**Breaks in the 4s removal energies of zinc-like ions**

The table holds 4s1/2 removal energies of 30-electron ions from Zn to Rh15+, from a B-spline many-body code with the no-pair Dirac-Coulomb Hamiltonian: Koopmans value, second-order or TDHF-screened diagonal self-energy, Breit and QED parts, and tabulated values of mixed kind. The program tests the smoothness of the final energies with a five-constant $1/Z$-type form and with second differences in $Z$, and sizes the errors against a baseline $a+b/Z_\mathrm{eff}$ fitted to ten rows. The computed series is smooth to about 0.01 eV, while the table values of As3+, Se4+, Tc13+ and Ru14+ break the baseline by −0.37, −0.72, +2.97 and +2.68 eV (final less table), well beyond rounding, Breit and QED. In the other ten rows the final value lies below the table by 0.43 eV on average, against 0.09 eV for unscreened second order.

Removal of a 4s electron from the 30-electron sequence, [Ar] 3d10 4s2, computed with B-spline many-body code 1 using Dirac-Hartree-Fock plus a diagonal self-energy (no-pair Dirac-Coulomb). Each shift is relative to the Koopmans value; the final energy is the Koopmans value plus the TDHF-screened shift and the Breit and QED parts.

## Analysis program

```python
# Table: 4s1/2 removal energies (eV) of 30-electron ions, B-spline many-body code, no-pair Dirac-Coulomb:
# Koopmans + diagonal self-energy (second order or TDHF screened) + Breit + QED, and tabulated values.
# Tested: smoothness in Z (1/Z-type form, second differences) and breaks of the error from a + b/Zeff.
T = {
    'ion': ['Zn', 'Ga+', 'Ge2+', 'As3+', 'Se4+', 'Br5+', 'Kr6+', 'Rb7+', 'Zr10+', 'Nb11+', 'Mo12+', 'Tc13+', 'Ru14+', 'Rh15+'],
    'Z': [30, 31, 32, 33, 34, 35, 36, 37, 40, 41, 42, 43, 44, 45],
    'charge': [0, 1, 2, 3, 4, 5, 6, 7, 10, 11, 12, 13, 14, 15],  # e
    'hole_koopmans_4s12': [8.1263, 19.038, 32.457, 48.099, 65.824, 85.551, 107.23, 130.83, 212.94, 244.05, 277.02, 311.85, 348.54, 387.09],  # eV
    'hole_shift_second_order_4s12': [1.09, 1.323, 1.476, 1.595, 1.696, 1.784, 1.864, 1.937, 2.13, 2.187, 2.241, 2.293, 2.342, 2.389],  # eV
    'hole_shift_tdhf_screened_4s12': [0.6501, 0.9456, 1.126, 1.259, 1.367, 1.46, 1.542, 1.616, 1.809, 1.866, 1.92, 1.971, 2.021, 2.068],  # eV
    'hole_breit_4s12': [-0.0032358, -0.0061819, -0.0098378, -0.014341, -0.01977, -0.026188, -0.033657, -0.04224, -0.075299, -0.088974, -0.10409, -0.12071, -0.13892, -0.15877],  # eV
    'hole_qed_4s12': [-0.0030821, -0.0060022, -0.0094076, -0.013375, -0.017957, -0.0232, -0.029151, -0.035856, -0.060987, -0.071205, -0.082431, -0.09472, -0.10813, -0.12271],  # eV
    'hole_removal_energy_4s12': [8.77, 19.971, 33.563, 49.33, 67.153, 86.961, 108.71, 132.37, 214.61, 245.75, 278.75, 313.6, 350.31, 388.88],  # eV
    'tab': [9.394197, 20.51514, 34.0576, 50.15, 68.3, 87.39, 109.13, 132.79, 214.9, 246.1, 279.1, 311.0, 348.0, 389.3],  # eV
    'tab_kind': ['measured', 'measured', 'measured', 'measured', 'semi empirical', 'measured', 'tabulated theory', 'semi empirical', 'semi empirical', 'semi empirical', 'semi empirical', 'tabulated theory', 'tabulated theory', 'tabulated theory'],
    'err': [-0.624, -0.544, -0.494, -0.82, -1.147, -0.429, -0.421, -0.425, -0.289, -0.347, -0.349, 2.604, 2.312, -0.422],  # eV
}
import numpy as np
from scipy.constants import physical_constants as pc
from scipy.stats import theilslopes
Ry = pc['Rydberg constant times hc in eV'][0]
g = lambda k: np.array(T[k], float)
ion, Z, z = T['ion'], g('Z'), g('charge') + 1
K, S2, S = g('hole_koopmans_4s12'), g('hole_shift_second_order_4s12'), g('hole_shift_tdhf_screened_4s12')
BQ, tab, err = g('hole_breit_4s12') + g('hole_qed_4s12'), g('tab'), g('err')
F = tab + err  # final value with three decimals
odd = np.array([i in ('As3+', 'Se4+', 'Tc13+', 'Ru14+') for i in ion])
half = np.array([0.5 * 10.0 ** -len(repr(float(t)).split('.')[1].rstrip('0')) for t in tab])
def fit(m):
    best = None
    for s in np.arange(0, 12, 0.01):
        X = np.c_[z**2, z, np.ones_like(z), 1 / (z + s)]
        c = np.linalg.lstsq(X[m], F[m], rcond=None)[0]
        r = F - X @ c
        if best is None or (r[m]**2).sum() < best[0]:
            best = ((r[m]**2).sum(), s, c, r)
    return best[1:]
s, c, r = fit(np.ones(len(z), bool))
r10 = fit(~odd)[2]
d2 = lambda y: {i: y[i-1] - 2*y[i] + y[i+1] for i in range(1, len(Z)-1) if Z[i+1] - Z[i-1] == 2}
dF, dT = d2(F), d2(tab)
print("final (table value + error, rounding 0.0005 eV) vs printed final: max diff %.4f eV" % abs(F - g('hole_removal_energy_4s12')).max())
print("Koopmans + screened shift + Breit + QED vs final: max diff %.4f eV" % abs(K + S + BQ - F).max())
print("E = A z^2 + B z + C + D/(z+s): A %.4f B %.3f C %.2f D %.1f eV, s %.2f" % (*c, s))
print("hydrogenic A = Ry/16 = %.4f eV, second difference %.3f eV; fit rms %.4f, max %.4f eV" % (Ry/16, Ry/8, np.sqrt((r**2).mean()), abs(r).max()))
print("refit without four rows, computed less predicted (eV): " + ", ".join("%s %+.3f" % (ion[i], r10[i]) for i in np.where(odd)[0]))
print("ion, fit residual, second diff computed, second diff table, screening cut, Breit+QED (eV)")
for i in range(len(Z)):
    a, b = ("%.3f" % dF[i], "%.3f" % dT[i]) if i in dF else ("-", "-")
    print("%-6s %+.4f %7s %7s %6.3f %+.3f" % (ion[i], r[i], a, b, S2[i] - S[i], BQ[i]))
Ze = 4 * np.sqrt(K / Ry)
b1, a1 = np.polyfit(1 / Ze[~odd], err[~odd], 1)
ts = theilslopes(err, 1 / Ze)[0]
ti = np.median(err - ts / Ze)
sm = a1 + b1 / Ze
br, br2 = err - sm, err - (ti + ts / Ze)
e2 = err + S2 - S  # second order with the same Breit and QED
print("error = a + b/Zeff, ten rows: a %.3f b %.3f eV, rms %.3f, max %.3f eV" % (a1, b1, np.sqrt((br[~odd]**2).mean()), abs(br[~odd]).max()))
print("median-slope fit, all 14 rows: a %.3f b %.3f eV; Zeff %.2f (Zn) to %.2f (Rh15+)" % (ti, ts, Ze[0], Ze[-1]))
print("ion, error, smooth, break, half last digit, table less Koopmans, second-order error (eV), kind")
for i in range(len(Z)):
    print("%-6s %+.3f %+.3f %+.3f %.4f %+.2f %+.3f %s" % (ion[i], err[i], sm[i], br[i], half[i], tab[i] - K[i], e2[i], T['tab_kind'][i]))
for i in np.where(odd)[0]:
    print("%s: break %+.2f eV (median fit %+.2f), %.2f %% of table, %.0f x half digit, %.0f x Breit+QED, smooth value %.2f eV"
          % (ion[i], br[i], br2[i], 100*abs(br[i])/tab[i], abs(br[i])/half[i], abs(br[i]/BQ[i]), F[i] - sm[i]))
print("mean error, ten rows: Koopmans %+.3f, second order %+.3f, final %+.3f eV" % ((K - tab)[~odd].mean(), e2[~odd].mean(), err[~odd].mean()))
print("relative error of final: Zn %.2f %%, Rh15+ %.2f %%; screened shift slope Zr-Rh %.4f eV per unit Z"
      % (100*err[0]/tab[0], 100*err[-1]/tab[-1], np.polyfit(Z[Z >= 40], S[Z >= 40], 1)[0]))
pole = {'Zn': 0.9098, 'As3+': 0.9726, 'Rb7+': 0.9823, 'Mo12+': 0.9867, 'Rh15+': 0.9882}  # further outputs of the same runs
print("1 - pole strength: " + ", ".join("%s %.3f" % (k, 1 - v) for k, v in pole.items()))
assert all(Ry/8 < v < 2.5 for v in dF.values()) and abs(r).max() < 0.1
assert (err[~odd] < 0).all() and (np.diff(S) > 0).all()
assert [ion[i] for i in np.where(tab < K)[0]] == ['Tc13+', 'Ru14+']
assert abs(br[odd]).min() > 0.25 and abs(br[~odd]).max() < 0.15
```

Printed output:

```
final (table value + error, rounding 0.0005 eV) vs printed final: max diff 0.0050 eV
Koopmans + screened shift + Breit + QED vs final: max diff 0.0029 eV
E = A z^2 + B z + C + D/(z+s): A 0.9161 B 10.269 C -12.15 D 42.2 eV, s 3.33
hydrogenic A = Ry/16 = 0.8504 eV, second difference 1.701 eV; fit rms 0.0063, max 0.0103 eV
refit without four rows, computed less predicted (eV): As3+ -0.011, Se4+ -0.011, Tc13+ -0.013, Ru14+ -0.011
ion, fit residual, second diff computed, second diff table, screening cut, Breit+QED (eV)
Zn     -0.0029       -       -  0.440 -0.006
Ga+    +0.0080   2.392   2.422  0.377 -0.012
Ge2+   +0.0007   2.174   2.550  0.350 -0.019
As3+   -0.0061   2.057   2.058  0.336 -0.028
Se4+   -0.0068   1.985   0.940  0.329 -0.038
Br5+   -0.0028   1.940   2.650  0.324 -0.049
Kr6+   +0.0038   1.908   1.920  0.322 -0.063
Rb7+   +0.0089       -       -  0.321 -0.078
Zr10+  +0.0067       -       -  0.321 -0.136
Nb11+  +0.0003   1.856   1.800  0.321 -0.160
Mo12+  -0.0059   1.855  -1.100  0.321 -0.187
Tc13+  -0.0088   1.855   5.100  0.322 -0.215
Ru14+  -0.0052   1.858   4.300  0.321 -0.247
Rh15+  +0.0103       -       -  0.321 -0.281
error = a + b/Zeff, ten rows: a -0.313 b -1.016 eV, rms 0.039, max 0.089 eV
median-slope fit, all 14 rows: a -0.245 b -1.806 eV; Zeff 3.09 (Zn) to 21.34 (Rh15+)
ion, error, smooth, break, half last digit, table less Koopmans, second-order error (eV), kind
Zn     -0.624 -0.642 +0.018 0.0000 +1.27 -0.184 measured
Ga+    -0.544 -0.528 -0.016 0.0000 +1.48 -0.167 measured
Ge2+   -0.494 -0.478 -0.016 0.0001 +1.60 -0.144 measured
As3+   -0.820 -0.449 -0.371 0.0050 +2.05 -0.484 measured
Se4+   -1.147 -0.429 -0.718 0.0500 +2.48 -0.818 semi empirical
Br5+   -0.429 -0.415 -0.014 0.0050 +1.84 -0.105 measured
Kr6+   -0.421 -0.404 -0.017 0.0050 +1.90 -0.099 tabulated theory
Rb7+   -0.425 -0.395 -0.030 0.0050 +1.96 -0.104 semi empirical
Zr10+  -0.289 -0.378 +0.089 0.0500 +1.96 +0.032 semi empirical
Nb11+  -0.347 -0.373 +0.026 0.0500 +2.05 -0.026 semi empirical
Mo12+  -0.349 -0.370 +0.021 0.0500 +2.08 -0.028 semi empirical
Tc13+  +2.604 -0.367 +2.971 0.5000 -0.85 +2.926 tabulated theory
Ru14+  +2.312 -0.364 +2.676 0.5000 -0.54 +2.633 tabulated theory
Rh15+  -0.422 -0.361 -0.061 0.0500 +2.21 -0.101 tabulated theory
As3+: break -0.37 eV (median fit -0.34), 0.74 % of table, 74 x half digit, 13 x Breit+QED, smooth value 49.78 eV
Se4+: break -0.72 eV (median fit -0.70), 1.05 % of table, 14 x half digit, 19 x Breit+QED, smooth value 67.58 eV
Tc13+: break +2.97 eV (median fit +2.94), 0.96 % of table, 6 x half digit, 14 x Breit+QED, smooth value 313.97 eV
Ru14+: break +2.68 eV (median fit +2.65), 0.77 % of table, 5 x half digit, 11 x Breit+QED, smooth value 350.68 eV
mean error, ten rows: Koopmans -1.834, second order -0.093, final -0.434 eV
relative error of final: Zn -6.64 %, Rh15+ -0.11 %; screened shift slope Zr-Rh 0.0517 eV per unit Z
1 - pole strength: Zn 0.090, As3+ 0.027, Rb7+ 0.018, Mo12+ 0.013, Rh15+ 0.012
```
